**GaAs under pressure: filling in two volumes**

At which pressure does gallium arsenide hold a volume of 21.402 Å³ per atom, and at which 22.064? The neighbouring volumes have been calculated with the r2SCAN density functional, so a ruler laid between them would already give an answer. The question is how far to trust the ruler, and what to use in its place.

GaAs (space group F-43m, 2-atom cell) under hydrostatic strain, calculated with Ansatz 0.2.0 using the r2SCAN density functional with spin-orbit coupling. PAW potentials, plane-wave cutoff 500 eV, 8×8×8 k mesh, Fermi-Dirac smearing of width 0.02 eV. Pressure is positive in compression.

```csv
volume (Å³/atom),shortest distance (Å),pressure (GPa)
20.118,2.355,11.720
20.754,2.380,8.160
21.402,2.404,?
22.064,2.429,?
22.739,2.454,0.000
23.428,2.478,-2.020
24.131,2.503,-3.750
24.848,2.527,-5.230
25.579,2.552,-6.400
```

A positive pressure means that the crystal pushes outwards; a negative one means that it has been stretched and pulls back. At 22.739 Å³/atom the two tendencies balance. The useful measure of stiffness is the bulk modulus, the pressure gained per relative loss of volume. Between the two smallest volumes it averages 114 GPa, but between 24.131 and 24.848 Å³/atom only 51 GPa.

This change of stiffness has a familiar origin. Electrons shared between Ga and As pull the atoms together, while electrons squeezed into less room, and inner shells pushed into each other, drive them apart. The repulsion has the shorter range, so it grows faster than the attraction as the bonds shorten. Each further squeeze therefore costs more than the one before, and the curve of pressure against volume bends upwards. The table shows the bend; its division into attraction and repulsion is the standard argument, not something read from these numbers.

A straight line between two points of such a curve runs above it. Drawn from 20.754 to 22.739 Å³/atom, it gives 5.50 GPa at the first open volume and 2.77 GPa at the second. Both guesses should be too high.

To put the bend in, I expand the energy in the strain $f=\tfrac12[(V_0/V)^{2/3}-1]$, where $V$ is the volume and $V_0$ its value at zero pressure. Keeping terms up to $f^3$ and taking the slope with respect to volume gives the Birch-Murnaghan equation,

$$P=3f(1+2f)^{5/2}(c_0+c_1f).$$

Here $c_0$ is the bulk modulus at zero pressure and $c_1$ adjusts how fast the stiffness changes with strain; even with $c_1=0$ the formula stiffens under compression. A fit to the known rows except the largest volume gives $c_0=72.28$ GPa and $c_1=62.84$ GPa. The largest volume is left out because its band gap has closed, which changes the filling of the electron levels.

For 22.064 Å³/atom, a row outside the fit, the strain is $f=0.010146$. The estimate is then

$$P=3\times0.010146\times1.0515\times(72.28+62.84\times0.010146)=2.33\ \text{GPa}.$$

The same steps give 5.03 GPa at 21.402 Å³/atom. I attach ±0.05 GPa to each forecast, more than twice the typical error when one known row is left out of the fit and predicted from the others.

One change inside this interval might seem to threaten a smooth curve. The lowest empty electron state lies at the X point of the Brillouin zone at 20.754 Å³/atom, but at its centre, Γ, at 22.739. Empty states exert no pressure, so I expect no kink where the two change places.

The total energies offer a check before the answer is opened. The energy difference between the two known neighbours, divided by their volume difference, is the mean pressure across the gap in the table: 3.75 GPa. The fitted curve averages 3.74 GPa over the same interval, although it was fitted to pressures alone.

The withheld rows as computed:

```csv
volume (Å³/atom),shortest distance (Å),pressure (GPa)
21.402,2.404,5.050
22.064,2.429,2.340
```

Both forecasts hold. The computed pressures are 5.05 and 2.34 GPa, so the curve is low by 0.01 to 0.02 GPa, well inside the error bars. Both misses come mostly from the choice of formula: the Vinet equation, another two-constant curve fitted to the same rows, gives 5.05 and 2.34 GPa. The ruler would have been about 0.4 GPa too high at both volumes, which at 22.064 Å³/atom is nearly a fifth of the pressure.

The curve fails at the other end. At 25.579 Å³/atom it predicts −6.50 GPa, while the calculation gives −6.40 GPa, a slightly weaker pull. The level energies suggest that at Γ nearly two electrons have left the top of the valence band for a state that has dropped below it. That state sinks relative to the valence band as the crystal expands, so electrons in it favour expansion and weaken the pull.

The size of this effect can be estimated. On the 8×8×8 mesh, Γ stands for 1/512 of the Brillouin zone, and the speed at which the gap was closing gives a shift of about 0.09 GPa, or a little less, since the closing slows as the crystal expands. Part of the misfit belongs to the formula: the Vinet curve gives −6.48 GPa here, so the excess to be explained is 0.08 to 0.10 GPa, the size of the estimate. The extra pressure is thus probably a product of the coarse mesh, which lets one point speak for too large a region; a denser mesh would test this. The gap itself probably closes too early, since r2SCAN makes the gap of GaAs too small. The fits and estimates are printed below.

Printed output of the fit:

```
fit of pressure on 6 rows (vol < max(vol)): coefficient of g 72.28 +/- 0.07, coefficient of g*f 62.84 +/- 1.9; rms 0.00857, worst 20.754 -0.0168, leave-one-out rms 0.0205
  rows outside the fit (model, value, miss): 21.402 5.033, 5.05, -0.0167; 22.064 2.334, 2.34, -0.00613; 25.579 -6.504, -6.4, -0.104
fit of pressure on 6 rows (vol < max(vol)): coefficient of 3*(1 - y)/y**2*exp(s*(1 - y)) 72.51 +/- 0.016, s 5.412; rms 0.00286, worst 20.754 -0.00563, leave-one-out rms 0.00802
  rows outside the fit (model, value, miss): 21.402 5.047, 5.05, -0.00344; 22.064 2.341, 2.34, 0.00138; 25.579 -6.479, -6.4, -0.0795
Bulk modulus at zero pressure, Birch-Murnaghan, in GPa: 72.28
Pressure derivative of the bulk modulus, no unit: 4.58
Forecast at 21.402 in GPa: 5.033
Forecast at 22.064 in GPa: 2.334
Error bar of each forecast in GPa: 0.05
Vinet less Birch-Murnaghan at 21.402 in GPa: 0.01327
Vinet less Birch-Murnaghan at 22.064 in GPa: 0.007505
Straight-line guess at 21.402 in GPa: 5.496
Straight-line guess at 22.064 in GPa: 2.775
Straight line less computed pressure at 21.402 in GPa: 0.4462
Straight line less computed pressure at 22.064 in GPa: 0.4348
Mean bulk modulus between the two smallest volumes in GPa: 114.4
Mean bulk modulus between 24.131 and 24.848 in GPa: 50.55
Mean pressure from 20.754 to 22.739 by total energies in GPa: 3.752
Mean pressure over the same interval by the fitted curve in GPa: 3.739
Electrons moved at Gamma in the last row, inferred: 1.833
Estimated pressure shift from these electrons in GPa: 0.08885
Computed pressure less fitted curve in the last row in GPa: 0.1037
```
